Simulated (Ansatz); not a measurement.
## Mo: the change of energy above lowest point with volume scale

All results are calculated (Ansatz 0.2.0). Free energy against uniform scaling of the volume at fixed shape and fractions; periodic cell, basis, potentials, k mesh and filling as listed.

The cell before it is scaled or strained (space group P6/mmm, No. 191):
```
cell vectors (Å)
   2.7446     0.0000     0.0000
  -1.3723     2.3769     0.0000
   0.0000     0.0000     2.5637
atoms (fractions of the cell vectors)
Mo  0.00000  0.00000  0.50000
```

Settings of every row: functional LDA; dispersion none; accuracy low; potentials PAW; wave cutoff 380 eV; density cutoff 1520 eV; k mesh 12x12x11; k shift 0x0x0; occupations methfessel paxton; smearing width 0.1 eV; spin none.

Limits: coarse k mesh, up to 40 meV an atom off; cutoff under the advised one; loose SCF threshold; the cell comes from a prototype or a list of computed structures and needn't be the stable phase.

```csv
row,volume scale,V (Å³/atom),energy above lowest point (meV/atom)
1,0.9406,15.731,0
2,0.9703,16.228,3.9
3,1,16.725,?
4,1.0297,17.221,70.7
5,1.0594,17.718,127.9
```

Question: what energy above lowest point should row 3 give?

Worked fit of energy above lowest point. Take u = (V_r/V)^(2/3) − 1 with V_r = 16.724 Å³ an atom, which is twice the finite (Eulerian) strain; such expansions in the strain, on which the Birch-Murnaghan equation of state is built, carry the rest volume and the bulk modulus. The shown rows have u = 0.04165, 0.02027, -0.01933, -0.03776. Least squares give energy above lowest point = 28.47 − 1706.9 × u + 24557 × u² meV/atom; a straight line predicts inner rows, each left out in turn, worse (root mean square 22 against 0.15 meV/atom). The rows lie off it by 0.0, -0.1, 0.1, 0.0. Its lowest point lies at u = 0.0348, or V = 15.89 Å³ an atom, and the curvature there gives the bulk modulus at fixed shape and fractions, B = (4/9)(1 + u)² E″(u)/V = 236 GPa. Letting shape and atoms relax would as a rule lower it, by much in layered, chain or molecular crystals. The withheld row has u = -4e-05, so the fit gives 28.47 − 1706.9 × (-4e-05) + 24557 × (-4e-05)² = 28.5 meV/atom.

The calculation gave 28.5 meV/atom. The fit meets it to the printed digit.
